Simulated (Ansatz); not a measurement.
**Correcting a cheap level on N-containing molecules**

The vertical ionisation energy (cation less neutral) in eV of 6 N-containing molecules: x at B3LYP-D4/def2-TZVPP, y at CCSD(T)/def2-TZVPP. Shapes, held fixed at every level: PBE0-D4/def2-TZVP. Flexible molecules stand in one conformer, not always the lowest. Programs: Ansatz 0.2.0.

```
                                        molecule  x (eV)  y (eV)
           C4H12N2 (1,2-diamino-2-methylpropane)    8.74    9.03
                       C5H11N (cyclopentylamine)    8.99    9.11
                           C2H7NO (ethanolamine)    9.34    9.45
                            C5H11NO (pivalamide)    9.35       ?
C3H6F3N (n-methyl-n-(2,2,2-trifluoroethyl)amine)    9.48    9.53
                   C2H6BN (SMILES [BH3-]C#[N+]C)   10.46   10.59
```

Q: Fit y = c + s·x to the known rows and predict y for C5H11NO.

A: 
1. Means of the 5 rows: x = 9.4020, y = 9.542.
2. Σ(Δx)² = 1.7373, Σ(Δx·Δy) = 1.6305, so the slope is 1.6305/1.7373 = 0.93853.
3. Intercept: 9.542 − (0.93853) × 9.4020 = 0.718. The largest residual of the fit is 0.11.
4. C5H11NO: 0.718 + 0.93853 × 9.35 = 9.49 eV.

CCSD(T)/def2-TZVPP gives 9.44 eV, so the prediction is off by +0.05 eV, within the largest residual. Uncorrected, B3LYP-D4/def2-TZVPP misses it by -0.09 eV, and the other rows by 0.14 on average. The line overshoots: the miss goes from -0.09 to +0.05. Left out in turn, the other rows are missed by 0.15 eV on average, worse than no correction. Cations run unrestricted.

B3LYP places every ionisation energy below CCSD(T), but the gap doesn't shrink steadily as the energy rises. The diamine has the largest gap and the fluorinated amine the smallest, while the borane adduct, at the top of the range, is close to cyclopentylamine. The slope below one therefore owes much to the diamine, where B3LYP probably over-stabilises a hole shared between two nitrogen lone pairs.

The energies themselves follow the chemistry. Alkyl groups stabilise an amine cation, whereas the electron-withdrawing hydroxyl and trifluoromethyl groups make the lone pair harder to ionise. In the borane adduct that lone pair is tied up in the isocyanide, so the electron probably leaves from B–H bonding orbitals, which the donor-acceptor bond to carbon doesn't make easy to ionise.

Pivalamide lies near the mean of the fitted x values, so its prediction tests the average offset and hardly the slope. Its hole belongs to the amide oxygen lone pair or π system, so the modest miss doesn't establish a correction that carries over to amides generally.
